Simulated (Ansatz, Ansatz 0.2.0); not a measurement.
# Settings for the bulk modulus of bcc rubidium: k mesh, smearing, cutoff and functional

## The measurement

The reference is the bulk modulus of rubidium at 4 K, 2.9 GPa, from piston-displacement compression. It is an earlier literature value quoted for comparison in "Electronic and structural ground state of heavy alkali metals at high pressure" (2014, arXiv:1412.0768), a study of K, Rb and Cs by x-ray diffraction in diamond anvil cells at 10 K, with x-ray absorption spectra under pressure. The modulus comes from an equation-of-state fit over a range of about 2 GPa, so it depends to some degree on the pressure derivative that goes with it. A second quoted value, 2.3 GPa from x-ray diffraction, belongs to room temperature. Rubidium is then not far below its melting point and markedly softened, which makes that value a poor partner for a static calculation. The shear modulus and the single elastic constants are not compared here.

| compared with | measured | source's wording or label | T (K) | method |
| --- | --- | --- | --- | --- |
| B (Reuss) (GPa) | 2.9 | B0, earlier piston-displacement experiment | 4 | piston displacement * |
| B (Reuss) (GPa) | 2.3 | B0, earlier x-ray diffraction experiment | room temperature | x-ray diffraction |

Where a quantity has several values, deviations refer to the one marked *.

Conditions are those given with the value in the passage it was taken from; "not stated" means there, and the paper may say more elsewhere. The values are a selection: others may have been left out beforehand as unlike or outlying.

## Model and target

We want the lightest settings that give a trustworthy bulk modulus for bcc Rb, with one atom in the primitive cell and the elastic tensor taken from finite strains. The convergence tests are made with LDA, a simple and robust choice for a nearly-free-electron metal. It usually overbinds alkali metals, so its modulus is expected to come out too high; gradient-corrected functionals follow at the end to set the scale of that error.

Two limits apply. Against experiment, B should lie within 10 % of 2.9 GPa, that is between about 2.6 and 3.2 GPa. This is about the usual error of a good semilocal functional for a bulk modulus, and it is tight enough to tell the cold crystal from the warm one. Zero-point motion, absent from the calculation, should soften the real crystal by roughly 2 %. For the numerics we ask that a saving change B by no more than 2 %, so that the settings stay a minor part of the total error. The shear constants are watched as well, since a soft, strongly anisotropic metal may show sampling errors there first.

The k mesh comes first, then smearing and strain amplitude, then the cutoff, each varied singly where possible.

System: Rb (rubidium), bcc; Im-3m (No. 229), 1 atom in the primitive cell; the database structure is a diffraction structure: a = 5.607 Å; structure from the Crystallography Open Database.

## 1. Three k meshes at fixed smearing

The Fermi surface has to be resolved in every strained cell, and stress differences at a strain of 0.01 are small in so soft a metal. The mesh is therefore the likeliest source of both error and cost. We run a coarse, a middle and a dense mesh with the same broad smearing of 0.25 eV, and expect the bulk modulus to settle sooner than the shear constants.

**Run 1.** Ansatz 0.2.0: LDA, cell and atoms relaxed in a first step at this level from the database structure (its input isn't shown), PAW set soft_2, cutoff 420 eV (default), 12x12x12 k mesh, Methfessel-Paxton smearing 0.25 eV; elastic constants by two-point finite strains with relaxed ions, amplitude 0.01.

Key lines of the input:
```
crystal:
  # lattice and atoms
kpoints:
  mp_grid: { grid: [12, 12, 12] }
hamiltonian:
  xc: lda
scf:
  occupations: { method: methfessel_paxton, width: 0.25 }
output:
  forces: true
  stress: true
elastic:
  mode: relaxed_ion
  stencil: two_point
  amplitude: 0.01
```

Command:
```
ansatz run input.yaml --threads 4 --pin off --max-ram 16384MiB --backend cpu --events-out ev --progress --plain --runs-dir out
```

Selected lines of the output:
```
  moduli (Voigt/Reuss/Hill, GPa): K = 3.53/3.53/3.53   G = 1.33/0.26/0.79   E = 2.21   ν = 0.396
```

Converged; 15 s on 4 cores of Intel Xeon Platinum 8375C at 2.90GHz (Ice Lake), shared host.

**Run 2.** Ansatz 0.2.0: LDA, cell and atoms relaxed in a first step at this level from the database structure (its input isn't shown), PAW set soft_2, cutoff 420 eV (default), 18x18x18 k mesh, Methfessel-Paxton smearing 0.25 eV; elastic constants by two-point finite strains with relaxed ions, amplitude 0.01.

Key lines of the input, as changed from run 1:
```diff
  kpoints:
-   mp_grid: { grid: [12, 12, 12] }
+   mp_grid: { grid: [18, 18, 18] }
```

Selected lines of the output:
```
  C = ∂σ_k/∂η_j (tension-positive GPa; Voigt order 11 22 33 23 13 12):
         0.000     -0.000     -0.000      2.331     -0.000      0.000
  moduli (Voigt/Reuss/Hill, GPa): K = 3.53/3.53/3.53   G = 1.48/0.45/0.97   E = 2.66   ν = 0.374
  mechanically stable: yes (min eigenvalue of sym C = 0.41 GPa)
```

Converged; 46 s, same machine.

**Run 3.** Ansatz 0.2.0: LDA, cell and atoms relaxed in a first step at this level from the database structure (its input isn't shown), PAW set soft_2, cutoff 420 eV (default), 26x26x26 k mesh, Methfessel-Paxton smearing 0.25 eV; elastic constants by two-point finite strains with relaxed ions, amplitude 0.01.

Key lines of the input, as changed from run 1:
```diff
  kpoints:
-   mp_grid: { grid: [12, 12, 12] }
+   mp_grid: { grid: [26, 26, 26] }
```

Selected lines of the output:
```
  C = ∂σ_k/∂η_j (tension-positive GPa; Voigt order 11 22 33 23 13 12):
        -0.000      0.000      0.000      2.294     -0.000     -0.000
        -0.000      0.000     -0.000     -0.000      2.294     -0.000
        -0.000      0.000     -0.000     -0.000      0.000      2.294
  moduli (Voigt/Reuss/Hill, GPa): K = 3.53/3.53/3.53   G = 1.46/0.46/0.96   E = 2.65   ν = 0.375
  mechanically stable: yes (min eigenvalue of sym C = 0.42 GPa)
```

Converged; 2.1 min, same machine.

| quantity | run 1 | run 2 | run 3 | measured |
| --- | --- | --- | --- | --- |
| B (Reuss) (GPa) | 3.53 | 3.53 | 3.53 | 2.9 |
| conventional cell volume (Å³) | 156.04 | 155.85 | 155.84 |  |
| pressure (GPa) | −0.0150 | −0.0155 | −0.0155 |  |
| G (Hill) (GPa) | 0.791 | 0.968 | 0.963 |  |
| C11 (GPa) | 3.68 | 3.80 | 3.81 |  |
| C12 (GPa) | 3.46 | 3.39 | 3.39 |  |
| C44 (GPa) | 2.14 | 2.33 | 2.29 |  |

The bulk modulus is 3.53 GPa on all three meshes, so by the 2 % rule even the 12×12×12 mesh is enough for it, at 15 s against 2.1 min for the densest.

The shear constants need more. The difference C11 − C12, which measures the resistance to the soft tetragonal shear, is about 0.22 GPa on the coarse mesh and 0.42 GPa on the densest, so the coarse mesh loses about half of it. At 18×18×18 it is about 0.41 GPa, and G (Hill) agrees with the densest mesh to within 1 %. C44 still moves by 1.6 % between these two meshes.

Against experiment LDA misses clearly: 3.53 GPa is 22 % above the reference, on the stiff side where overbinding would put it. The relaxed cell, 155.84 Å³, is also about 12 % below the volume of the diffraction cell (a = 5.607 Å) from which the relaxation began.

## 2. Smearing, strain amplitude and a denser mesh

Three single changes are made from the 26×26×26 run: a smearing of 0.1 eV, half the strain amplitude, and a 32×32×32 mesh. The broad smearing may be what makes the coarse meshes look so good, and it could also shift the result itself. We expect B to stay within 2 % in all three, with the narrow smearing showing most in the shear constants.

**Run 4.** Ansatz 0.2.0: LDA, cell and atoms relaxed in a first step at this level from the database structure (its input isn't shown), PAW set soft_2, cutoff 420 eV (default), 26x26x26 k mesh, Methfessel-Paxton smearing 0.1 eV; elastic constants by two-point finite strains with relaxed ions, amplitude 0.01.

Key lines of the input, as changed from run 3:
```diff
  scf:
-   occupations: { method: methfessel_paxton, width: 0.25 }
+   occupations: { method: methfessel_paxton, width: 0.1 }
```

Command:
```
ansatz run input.yaml --threads 8 --pin off --max-ram 16384MiB --backend cpu --events-out ev --progress --plain --runs-dir out
```

Selected lines of the output:
```
  C = ∂σ_k/∂η_j (tension-positive GPa; Voigt order 11 22 33 23 13 12):
        -0.000     -0.000      0.000      2.548      0.000     -0.000
        -0.000     -0.000     -0.000     -0.000      2.548     -0.000
         0.000     -0.000      0.000     -0.000     -0.000      2.548
  moduli (Voigt/Reuss/Hill, GPa): K = 3.54/3.54/3.54   G = 1.62/0.51/1.07   E = 2.91   ν = 0.363
```

Converged; 65 s on 8 cores of Intel Xeon at 2.70GHz, shared host.

**Run 5.** Ansatz 0.2.0: LDA, cell and atoms relaxed in a first step at this level from the database structure (its input isn't shown), PAW set soft_2, cutoff 420 eV (default), 26x26x26 k mesh, Methfessel-Paxton smearing 0.25 eV; strain amplitude 0.005; elastic constants by two-point finite strains with relaxed ions.

Key lines of the input, as changed from run 3:
```diff
  elastic:
-   amplitude: 0.01
+   amplitude: 0.005
```

Selected lines of the output:
```
  C = ∂σ_k/∂η_j (tension-positive GPa; Voigt order 11 22 33 23 13 12):
        -0.000      0.000      0.000      2.294      0.000      0.000
        -0.000      0.000      0.000     -0.000      2.294      0.000
         0.000     -0.000     -0.000     -0.000      0.000      2.294
  moduli (Voigt/Reuss/Hill, GPa): K = 3.53/3.53/3.53   G = 1.46/0.46/0.96   E = 2.64   ν = 0.375
```

Converged; 64 s, same machine.

**Run 6.** Ansatz 0.2.0: LDA, cell and atoms relaxed in a first step at this level from the database structure (its input isn't shown), PAW set soft_2, cutoff 420 eV (default), 32x32x32 k mesh, Methfessel-Paxton smearing 0.25 eV; elastic constants by two-point finite strains with relaxed ions, amplitude 0.01.

Key lines of the input, as changed from run 1:
```diff
  kpoints:
-   mp_grid: { grid: [12, 12, 12] }
+   mp_grid: { grid: [32, 32, 32] }
```

Selected lines of the output:
```
  C = ∂σ_k/∂η_j (tension-positive GPa; Voigt order 11 22 33 23 13 12):
         0.000     -0.000      0.000      2.294      0.000     -0.000
        -0.000     -0.000      0.000      0.000      2.294     -0.000
        -0.000      0.000     -0.000     -0.000      0.000      2.294
```

Converged; 1.9 min, same machine.

| quantity | run 4 | run 5 | run 6 | measured |
| --- | --- | --- | --- | --- |
| B (Reuss) (GPa) | 3.54 | 3.53 | 3.53 | 2.9 |
| conventional cell volume (Å³) | 155.88 | 155.84 | 155.84 |  |
| pressure (GPa) | −0.0157 | −0.0155 | −0.0155 |  |
| G (Hill) (GPa) | 1.066 | 0.962 | 0.963 |  |
| C11 (GPa) | 3.85 | 3.81 | 3.81 |  |
| C12 (GPa) | 3.38 | 3.39 | 3.39 |  |
| C44 (GPa) | 2.55 | 2.29 | 2.29 |  |

The bulk modulus hardly responds to any of the three changes: 3.54 GPa with the narrow smearing, 3.53 GPa with the smaller strain and with the denser mesh. An amplitude of 0.01 is therefore small enough, and at a smearing of 0.25 eV nothing is gained beyond 26×26×26, where the shear constants have settled too.

Settled with the mesh does not mean free of the smearing, however. Going from 0.25 to 0.1 eV raises C44 from 2.294 to 2.548 GPa and G (Hill) from 0.963 to 1.066 GPa, both by 11 %. The broad smearing lets the shear constants converge smoothly with the mesh, but apparently to values that depend on the width; part of the shift may also be sampling error at the narrower width. Whether 26×26×26 is dense enough at 0.1 eV is not shown in this report, so the new shear values are not taken as final either. For B the broad smearing is harmless.

## 3. A higher plane-wave cutoff

The cutoff is still at its default of 420 eV. We raise it to 550 eV on a 20×20×20 mesh, which lies between two meshes that give the same B, so a change in B can be put down to the basis. The cell is relaxed again at the higher cutoff, and the test thus covers the equilibrium volume as well. We expect a change well below 2 %.

**Run 7.** Ansatz 0.2.0: LDA, cell and atoms relaxed in a first step at this level from the database structure (its input isn't shown), PAW set soft_2, cutoff 550 eV, 20x20x20 k mesh, Methfessel-Paxton smearing 0.25 eV; elastic constants by two-point finite strains with relaxed ions, amplitude 0.01.

Key lines of the input, as changed from run 1:
```diff
  kpoints:
-   mp_grid: { grid: [12, 12, 12] }
+   mp_grid: { grid: [20, 20, 20] }
+ basis:
+   ecutwfc: 550.0
```

Selected lines of the output:
```
Basis set: ecut = 550 eV, 2271 PW (Γ) [...]
  moduli (Voigt/Reuss/Hill, GPa): K = 3.53/3.53/3.53   G = 1.47/0.46/0.97   E = 2.66   ν = 0.374
```

Converged; 39 s, same machine.

| quantity | run 7 | measured | deviation |
| --- | --- | --- | --- |
| B (Reuss) (GPa) | 3.53 | 2.9 | +0.63 (+21.7 %) |
| conventional cell volume (Å³) | 155.83 |  |  |
| pressure (GPa) | −0.0152 |  |  |
| G (Hill) (GPa) | 0.967 |  |  |
| C11 (GPa) | 3.81 |  |  |
| C12 (GPa) | 3.39 |  |  |
| C44 (GPa) | 2.31 |  |  |

At 550 eV the bulk modulus is again 3.53 GPa, and the relaxed volume, 155.83 Å³, differs from those at 420 eV on the neighbouring meshes by only 0.01 to 0.02 Å³. The default cutoff is sufficient for B. C44 lies between its values on the 18×18×18 and 26×26×26 meshes, so its small shift needs no explanation from the basis.

None of the settings varied moves B by more than about 0.01 GPa, while LDA lies 0.63 GPa above the reference. The miss is thus not one of mesh, smearing, strain or cutoff. The functional is the first suspect, though the influence of the PAW set is not shown in this report.

## 4. PBE and PBEsol for scale

The functional is now changed at the 26×26×26 mesh, with the smearing of 0.25 eV and the default cutoff kept. Gradient corrections usually lengthen the bonds of alkali metals and soften them. We expect PBE to give the larger cell and a modulus much nearer to 2.9 GPa, and PBEsol to fall between PBE and LDA.

**Run 8.** Ansatz 0.2.0: PBE, cell and atoms relaxed in a first step at this level from the database structure (its input isn't shown), PAW set soft_2, cutoff 420 eV (default), 26x26x26 k mesh, Methfessel-Paxton smearing 0.25 eV; elastic constants by two-point finite strains with relaxed ions, amplitude 0.01.

Key lines of the input, as changed from run 3:
```diff
  hamiltonian:
-   xc: lda
+   xc: pbe
```

Selected lines of the output:
```
  moduli (Voigt/Reuss/Hill, GPa): K = 2.81/2.81/2.81   G = 1.26/0.44/0.85   E = 2.31   ν = 0.363
```

Converged; 66 s, same machine.

**Run 9.** Ansatz 0.2.0: PBEsol, cell and atoms relaxed in a first step at this level from the database structure (its input isn't shown), PAW set soft_2, cutoff 420 eV (default), 26x26x26 k mesh, Methfessel-Paxton smearing 0.25 eV; elastic constants by two-point finite strains with relaxed ions, amplitude 0.01.

Key lines of the input, as changed from run 3:
```diff
  hamiltonian:
-   xc: lda
+   xc: pbesol
```

Selected lines of the output:
```
  moduli (Voigt/Reuss/Hill, GPa): K = 2.96/2.96/2.96   G = 1.36/0.49/0.92   E = 2.51   ν = 0.359
```

Converged; 74 s, same machine.

| quantity | run 8 | run 9 | measured |
| --- | --- | --- | --- |
| B (Reuss) (GPa) | 2.81 | 2.96 | 2.9 |
| conventional cell volume (Å³) | 181.82 | 172.43 |  |
| pressure (GPa) | 0.0035 | 0.0015 |  |
| G (Hill) (GPa) | 0.846 | 0.923 |  |
| C11 (GPa) | 3.08 | 3.26 |  |
| C12 (GPa) | 2.67 | 2.81 |  |
| C44 (GPa) | 1.96 | 2.11 |  |

Both gradient-corrected functionals meet the 10 % target: PBE gives 2.81 GPa, 3 % below the reference, and PBEsol 2.96 GPa, 2 % above it. PBEsol falls between LDA and PBE, though much closer to PBE. The 0.15 GPa between the two is too little to rank them against a modulus that comes from an equation-of-state fit.

The change from LDA to PBE lowers B from 3.53 to 2.81 GPa, about 0.7 GPa, against about 0.01 GPa for any numerical setting tested with LDA. The volumes follow the same order, from 155.84 Å³ with LDA through 172.43 Å³ with PBEsol to 181.82 Å³ with PBE. The softer the crystal, the larger its cell, which suggests that much of the LDA error in B comes from its short lattice constant.

## 5. LDA in the diffraction cell

To test this we repeat the LDA calculation in the diffraction cell, with a = 5.607 Å and all numerical settings kept. If the volume is behind the stiffness, B must drop strongly. The cell is well beyond the LDA equilibrium, so we expect a clearly negative pressure as well. The run serves to explain the miss; a fixed cell under tension is not a candidate for the recommended settings.

**Run 10.** Ansatz 0.2.0: LDA, atoms relaxed in the database cell, PAW set soft_2, cutoff 420 eV (default), 26x26x26 k mesh, Methfessel-Paxton smearing 0.25 eV; elastic constants by two-point finite strains with relaxed ions, amplitude 0.01.

Key lines of the input, as changed from run 1:
```diff
  kpoints:
-   mp_grid: { grid: [12, 12, 12] }
+   mp_grid: { grid: [26, 26, 26] }
```

Selected lines of the output:
```
  moduli (Voigt/Reuss/Hill, GPa): K = 2.14/2.14/2.14   G = 1.09/0.26/0.68   E = 1.83   ν = 0.357
```

Converged; 60 s, same machine.

| quantity | run 10 | measured | deviation |
| --- | --- | --- | --- |
| B (Reuss) (GPa) | 2.14 | 2.9 | −0.76 (−26.2 %) |
| pressure (GPa) | −0.3596 |  |  |
| G (Hill) (GPa) | 0.675 |  |  |
| C11 (GPa) | 2.29 |  |  |
| C12 (GPa) | 2.06 |  |  |
| C44 (GPa) | 1.75 |  |  |

In the diffraction cell the LDA modulus falls from 3.53 to 2.14 GPa, at a pressure of −0.36 GPa. The volume thus has the strong effect we expected, and the short LDA lattice constant is more than enough to account for the excess over the reference. The run also gives the slope of B with pressure, about 4 GPa per GPa. The residual −0.0155 GPa left in the relaxed LDA cell is therefore worth roughly 0.06 GPa in B: more than any setting varied above, and in the direction of a slightly larger LDA miss. The residual pressures of PBE and PBEsol are several times smaller.

The drop goes too far, however, for volume to be the whole difference between the functionals. PBE gives 2.81 GPa in a cell that is about 3 % larger still, so at comparable volume LDA is the softer of the two. Its stiffness at equilibrium comes from the compressed cell, partly offset by a lower modulus at given volume. Placing LDA in the diffraction cell therefore does not repair it: the error changes sign, from 22 % too high to 26 % too low. The temperature of the diffraction cell is not shown in this report, so the latter figure need not refer exactly to the volume at 4 K.

## Collected results

| run | settings | B (Reuss) (GPa) | deviation | cost |
| --- | --- | --- | --- | --- |
| 1 | LDA, cutoff 420 eV (default), 12x12x12 k mesh, Methfessel-Paxton smearing 0.25 eV, amplitude 0.01 | 3.53 | +0.63 (+21.7 %) | 61 core-s |
| 2 | LDA, cutoff 420 eV (default), 18x18x18 k mesh, Methfessel-Paxton smearing 0.25 eV, amplitude 0.01 | 3.53 | +0.63 (+21.7 %) | 3.1 core-min |
| 3 | LDA, cutoff 420 eV (default), 26x26x26 k mesh, Methfessel-Paxton smearing 0.25 eV, amplitude 0.01 | 3.53 | +0.63 (+21.6 %) | 8.6 core-min |
| 4 | LDA, cutoff 420 eV (default), 26x26x26 k mesh, Methfessel-Paxton smearing 0.1 eV, amplitude 0.01 | 3.54 | +0.64 (+22.0 %) | 8.7 core-min |
| 5 | LDA, cutoff 420 eV (default), 26x26x26 k mesh, Methfessel-Paxton smearing 0.25 eV, strain amplitude 0.005 | 3.53 | +0.63 (+21.6 %) | 8.5 core-min |
| 6 | LDA, cutoff 420 eV (default), 32x32x32 k mesh, Methfessel-Paxton smearing 0.25 eV, amplitude 0.01 | 3.53 | +0.63 (+21.6 %) | 15 core-min |
| 7 | LDA, cutoff 550 eV, 20x20x20 k mesh, Methfessel-Paxton smearing 0.25 eV, amplitude 0.01 | 3.53 | +0.63 (+21.7 %) | 5.2 core-min |
| 8 | PBE, cutoff 420 eV (default), 26x26x26 k mesh, Methfessel-Paxton smearing 0.25 eV, amplitude 0.01 | 2.81 | −0.09 (−3.2 %) | 8.7 core-min |
| 9 | PBEsol, cutoff 420 eV (default), 26x26x26 k mesh, Methfessel-Paxton smearing 0.25 eV, amplitude 0.01 | 2.96 | +0.06 (+2.1 %) | 9.8 core-min |
| 10 | LDA, atoms relaxed in the database cell, cutoff 420 eV (default), 26x26x26 k mesh, Methfessel-Paxton smearing 0.25 eV, amplitude 0.01 | 2.14 | −0.76 (−26.2 %) | 8.1 core-min |
|  | measured | 2.9 |  |  |

Further runs on the same system, made beside this series (convergence steps with loose settings among them):

| further | settings | B (Reuss) (GPa) | deviation | cost |
| --- | --- | --- | --- | --- |
| F1 | r2SCAN, cutoff 500 eV (default), 20x20x20 k mesh, Methfessel-Paxton smearing 0.25 eV, amplitude 0.01 | 2.66 | −0.24 (−8.4 %) | 13 core-min |
|  | measured | 2.9 |  |  |

## Outcome

PBE and PBEsol both meet the 10 % target, at 2.81 and 2.96 GPa against 2.9 GPa, for 8.7 and 9.8 core-minutes. LDA, on which the settings were tested, misses it by 22 %.

**Recommended for B:** PBE or PBEsol, default cutoff, Methfessel-Paxton smearing of 0.25 eV, strain amplitude 0.01, 26×26×26 mesh. With LDA, 12×12×12 gives the same B for about one core-minute instead of 8.6. That saving should be checked once with the chosen functional, since the convergence tests hold for LDA only.

**Not recommended for shear constants:** the coarse mesh halves C11 − C12, and even on 26×26×26 a smearing of 0.1 eV raises C44 by 11 %. Converged shear values would need the narrow smearing with its own mesh test.

For B, the 32×32×32 mesh and the higher cutoff only confirmed what cheaper settings gave. The useful steps were the change of functional and the LDA run in the diffraction cell. The latter showed that LDA is too stiff because its cell is too small; at the larger volume it becomes too soft.

Zero-point softening of roughly 2 %, if applied, would lower all computed values. PBEsol would then lie almost on the reference and PBE about 5 % below it. This does not rank the two, as the reference itself depends on an equation-of-state fit. PBE's cell is larger than the diffraction cell, which may explain its slightly low modulus. r2SCAN, at 2.66 GPa, passes narrowly, and the zero-point correction would use up its margin.

The influence of the PAW set is not shown in this report.

[Logs are printed without paths, hosts, clocks, repeated set-up lines and the standing remarks that a program may print on its own settings, such as how far it seeks lower states.]

[The runs shown are a pick from a larger set of finished runs; failed, doubtful and other runs were left out of it ahead of writing. So were measured values far from every level or from commonly accepted values, and agreement can look better than it is. Lines of input and output are excerpts and may be shortened.]
